## One band or two at the band edges of anatase?

The decision is whether a model of charge carriers in an anatase film should carry one band or two at each band edge. A wrong count misjudges the room for electrons or holes by a factor of about two, and that error passes straight into an estimated carrier density. On the coarse mesh used here, the levels call for two bands around the valence top and one at the bottom of the conduction band. The reason for the difference also shows which part of that count symmetry protects and which part a better calculation could still change.

Three sizes are worth remembering. Where symmetry forces no pair, the two levels of each couple compared below lie between 0.019 and 0.65 eV apart. The thermal energy at room temperature is about 0.025 eV. Where symmetry forbids a separation, the levels agree to the last printed digit, 0.001 eV.

Kohn–Sham levels of anatase TiO₂ from Quantum ESPRESSO 7.5 with PBE and PseudoDojo 0.4 SR PBE stringent potentials, without spin polarisation or spin–orbit coupling. The cell volume is scaled by 1.08, the k mesh is 4×4×4, the plane-wave cutoff is 1251.72 eV and occupations are fixed. Energies are relative to the highest filled level on the mesh.

| point a (reciprocal cell vector) | point b (reciprocal cell vector) | point c (reciprocal cell vector) | level under 4 (eV) | level under 3 (eV) | level under 2 (eV) | level under 1 (eV) | level over 1 (eV) | level over 2 (eV) |
| --- | --- | --- | --- | --- | --- | --- | --- | --- |
| 0.0000 | 0.0000 | 0.0000 | -0.776 | -0.725 | -0.368 | -0.368 | 2.005 | 2.643 |
| 0.0000 | 0.0000 | -0.5000 | -1.887 | -1.887 | 0.000 | 0.000 | 3.069 | 3.069 |
| 0.0000 | -0.5000 | 0.2500 | -1.435 | -0.785 | -0.670 | -0.208 | 2.724 | 3.058 |
| 0.2500 | 0.2500 | 0.2500 | -1.474 | -1.474 | -0.170 | -0.170 | 3.267 | 3.267 |
| 0.2500 | -0.2500 | 0.2500 | -1.063 | -1.028 | -0.896 | -0.770 | 3.104 | 3.123 |
| 0.2500 | -0.2500 | -0.5000 | -1.129 | -1.129 | -0.347 | -0.347 | 2.853 | 2.853 |
| -0.5000 | -0.5000 | -0.5000 | -1.221 | -1.221 | -0.108 | -0.108 | 2.314 | 2.314 |

### What has to be explained

The columns point a, point b and point c give the wave vector of the electron in the crystal. Level under 1 is the highest filled level at that wave vector, level under 4 the fourth from the top, and level over 1 the lowest empty one. Energies count from the valence top. Each level holds two electrons of opposite spin, so two equal entries in a row are two different orbitals and not the two spins of one.

It helps to compare the levels in three couples: under 4 with under 3, under 2 with under 1, and over 1 with over 2. Four points have all three couples equal. They are X at (0, 0, −0.5), P at (0.25, 0.25, 0.25), Z at (−0.5, −0.5, −0.5), and a point halfway between X and Z, at (0.25, −0.25, −0.5), which I call Q.

The other three points behave differently. At Γ, the origin, only the upper valence couple is equal, while the two conduction levels lie 0.638 eV apart. At (0, −0.5, 0.25) and (0.25, −0.25, 0.25) no couple is equal. The second of these has conduction levels only 0.019 eV apart, which is close for a carrier at room temperature but clearly not the same as zero.

### The tempting answer: two formula units, so everything twice

The repeating cell contains two TiO₂ units. It is natural to think that each unit brings its own copy of every level, and that the copies coincide because the units hardly feel each other. That idea asks for equal or nearly equal couples at every wave vector. Only four of the seven points have all their couples equal, and elsewhere the separation reaches 0.65 eV. The units feel each other strongly.

A zigzag chain of identical atoms shows what is right in the idea and what is wrong. Let the chain repeat after a length $d$ that holds two atoms, with one orbital on each atom and a coupling $\tau$ between neighbours. Each atom has one neighbour to the left and one to the right, and the wave reaches them with different phases. For wave number $q$ the two levels are

$$E = E_0 \pm 2\tau\cos(qd/2),$$

where $E_0$ is the energy without this coupling.

At $q=\pi/d$ the two levels meet, although $\tau$ is as strong as ever. The contributions from left and right cancel exactly. So there are indeed two copies, but they coincide because of a cancellation at special wave vectors and not because the coupling is weak. The chain has only one direction and one orbital per atom, so it can't say which points of a three-dimensional crystal are special.

### The second candidate: a fourfold axis

Anatase has a fourfold axis, which makes the directions $x$ and $y$ equivalent. Orbitals that point along $x$ and along $y$ then have the same energy. This gives equal pairs among single levels, and it accounts for Γ, where both levels of the upper valence couple lie at −0.368 eV.

It doesn't account for the rest. A quarter turn, with or without inversion, moves the wave vectors X and Q to places that are not equivalent to them. The fourfold axis therefore gives no reason for pairs at these two points, yet all their listed levels are paired. Even where the axis does apply, it would leave single levels beside the pairs, as it does at Γ.

### The third candidate: glides that do not commute

A glide is a reflection combined with a shift by part of a lattice period. Anatase has several that carry one TiO₂ unit into the other. The order in which two such operations are done can matter: the two results may differ by a whole lattice translation. For the crystal that translation changes nothing, but it multiplies an electron wave by a phase factor.

Suppose that this factor is −1 for two operations $A$ and $B$, so that $AB=-BA$. Take a state that $B$ multiplies by a number $b$. Acting on it with $A$ gives a state of the same energy that $B$ multiplies by $-b$. This must be a different state, so every level at that wave vector comes at least twice, whatever its orbital character.

To use the rule, the wave vector is first written along the tetragonal axes. With $p_a$, $p_b$, $p_c$ for the three point columns, the body-centred lattice gives

$$\kappa_x=p_b+p_c,\qquad \kappa_y=p_a+p_c,\qquad \kappa_z=p_a+p_b,$$

in units of $2\pi/a$, $2\pi/a$ and $2\pi/c$, where $a$ and $c$ are the tetragonal cell lengths. Two wave vectors are equivalent if they differ by three integers with an even sum.

### Point Q worked in full

For Q the conversion gives $\kappa=(-0.75,\,-0.25,\,0)$. With the origin at a centre of inversion and positions in fractions of the cell lengths, the two operations needed are

- the horizontal glide, $(x,y,z)\to(x+\tfrac12,\;y,\;\tfrac12-z)$;
- a diagonal glide, $(x,y,z)\to(\tfrac34-y,\;\tfrac14-x,\;z+\tfrac34)$.

Both must leave the wave vector where it is, or at an equivalent place. The horizontal glide reverses $\kappa_z$, which is zero here. The diagonal glide turns $\kappa$ into $(0.25,\,0.75,\,0)$, which differs from the original by $(1,1,0)$ and is therefore equivalent.

Now do the operations in both orders. Horizontal first and diagonal second leads to $(\tfrac34-y,\,-\tfrac14-x,\,\tfrac54-z)$. The reverse order leads to $(\tfrac54-y,\,\tfrac14-x,\,-\tfrac14-z)$. The difference is the lattice translation $t=(-\tfrac12,-\tfrac12,\tfrac32)$, and its phase factor is

$$e^{2\pi i\,\kappa\cdot t}=e^{2\pi i(0.375+0.125)}=e^{i\pi}=-1.$$

Every level at Q must therefore be paired, as the table has it. The same two glides force the pairs at X and Z. At P the horizontal glide drops out, but two diagonal glides take over and again give −1. At Γ every such factor is +1, because the wave vector is zero, and only the fourfold axis is left to make pairs.

### How far the numbers decide

The glide rule has no adjustable constant, and it names the fully paired points correctly in all seven rows. The idea of two weakly coupled units fails at three points, and the fourfold axis leaves X and Q unexplained. The symmetry of the crystal entered the calculation with the atomic positions. The agreement thus shows that the rule reads this symmetry correctly; it is no independent evidence about real anatase.

One simpler rule survives the comparison with the table. The four fully paired points all lie on the surface of the Brillouin zone, the basic cell of wave vectors, and the other three lie inside it. The numbers would fit equally well if every surface point had pairs. The table lists no surface point that could tell the two rules apart, so theory has to decide: at the surface point N, with $\kappa=(\tfrac12,0,\tfrac12)$, the operations that keep the wave vector commute, and single levels are allowed. N belongs to the mesh of this run, so its levels in the full output would be a direct test.

The rule predicts zeros, not sizes. It gives no estimate of the 0.65 eV found at one interior point or the 0.019 eV found at another. Those depend on how strongly the orbitals couple, and they will shift with the density functional and the lattice constants. The forced zeros will not shift as long as the glides survive and spin–orbit coupling is left out.

### What this means for the carrier model

On this mesh the valence top lies at X and is one of the forced pairs, so a model of holes around X needs both bands. The conduction bottom lies at Γ and is single. The next level, 0.638 eV higher, is about 25 thermal energies away at room temperature, so one band is enough for electrons near Γ.

The pair at X has a further consequence, which the chain already shows. At $q=\pi/d$ its two bands cross with opposite slopes, so neither has its maximum there. The symmetry of anatase allows the same crossing at X along the line to Γ, so the true valence top is to be expected slightly away from X, where the two bands have begun to separate. Each band then has its own maximum, one on either side of X. A model centred on X still needs both bands, but at each separate maximum the top level is single and must not be doubled again. The coarse mesh steps over that stretch, so a finer set of points along this line is the calculation to do before effective masses are extracted.

The gap of 2.005 eV between X and Γ is for this reason probably a little larger than the same method would give with finer sampling. It also belongs to a lattice stretched by 8 per cent in volume and to a functional that is known to make such gaps too small. Neither the stretch nor the functional removes the glides, so the pairs at X stay. Symmetry does not fix that the band edges lie near X and at Γ, and this run alone can't show that they stay there in the unstretched crystal. Spin–orbit coupling, which is left out here, could split some of the pairs; my guess for elements as light as oxygen and titanium is a few hundredths of an electronvolt at most.

For any other wave vector in this crystal the procedure is the same. Find two operations that keep it and whose two orders differ only by a lattice translation, and take the phase factor of that translation. If the phase factor is −1, every level there comes at least twice, and a list of computed bands already holds both members of each pair. If it is +1, other operations that keep the wave vector may still force pairs.
